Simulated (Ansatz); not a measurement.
Ligand exchange: C2H5ClSi + SiH3(CF3) → C2H8Si2 + CClF3

Species: C2H5ClSi `C=C[SiH2]Cl`, singlet; SiH3(CF3), singlet; C2H8Si2 `C=C[SiH2][SiH3]`, singlet; CClF3 `FC(F)(F)Cl`, singlet. The partners trade Cl for SiH3: Si–Cl and C–SiH3 bonds give way to Si–SiH3 and C–Cl.

Shapes, held fixed at every level: PBE0-D4/def2-TZVP. Flexible molecules stand in one conformer, not always the lowest. Programs: Ansatz 0.2.0. The zero-point and thermal change to 298 K, harmonic and unscaled (PBE0-D4/def2-TZVP), is -2.3 kJ/mol.

| level | kind | ΔH(298 K) (kJ/mol) | less CCSD(T)/CBS estimate |
| --- | --- | --- | --- |
| HF/def2-SVP | Hartree–Fock | +148.0 | +7.6 |
| r2SCAN-D4/def2-TZVPP | meta-GGA | +127.6 | -12.8 |
| B3LYP-D4/def2-TZVPP | global hybrid | +136.7 | -3.7 |
| BHLYP-D4/def2-TZVPP | global hybrid | +144.2 | +3.8 |
| r2SCAN0-D4/def2-TZVPP | global hybrid | +130.4 | -10.0 |
| B2PLYP/def2-TZVPP | double hybrid | +141.1 | +0.7 |
| CCSD(T)/def2-TZVPP | coupled cluster or CI | +133.8 | -6.6 |
| CCSD(T)/CBS estimate | coupled cluster or CI | +140.4 | 0.0 |

The highest level, CCSD(T)/CBS estimate, gives ΔH(298 K) = +140.4 kJ/mol; the levels span +127.6 to +148.0. The column of differences is taken from that level and isn't an error. No measured value is set beside it here. The CBS estimate extrapolates MP2 from def2-TZVPP and def2-QZVPP and adds CCSD(T) − MP2 in the triple-zeta set, cores frozen.

The exchange is strongly endothermic at every level, with +140.4 kJ/mol at the highest, so the spread between methods leaves its direction in no doubt. The main cause is probably the loss of the Si–Cl bond, which is strong because of the large electronegativity difference and its ionic character; the C–Cl bond formed in its place is less polar and weaker. Replacing Si–C by Si–Si adds to the cost, since the diffuse silicon valence orbitals overlap less effectively with each other than with those of carbon.

Enlarging the basis raises the coupled-cluster value from +133.8 to +140.4 kJ/mol, a shift comparable to many of the differences between functionals. The near agreement of B2PLYP with the highest level may therefore owe something to cancellation between basis and functional errors. Within each of the r2SCAN and B3LYP/BHLYP pairs, the member with more exact exchange gives the more endothermic result, but exchange fraction alone doesn't order the hybrids: r2SCAN0 lies below B3LYP. The net enthalpy can't apportion the cost between the two bond exchanges.
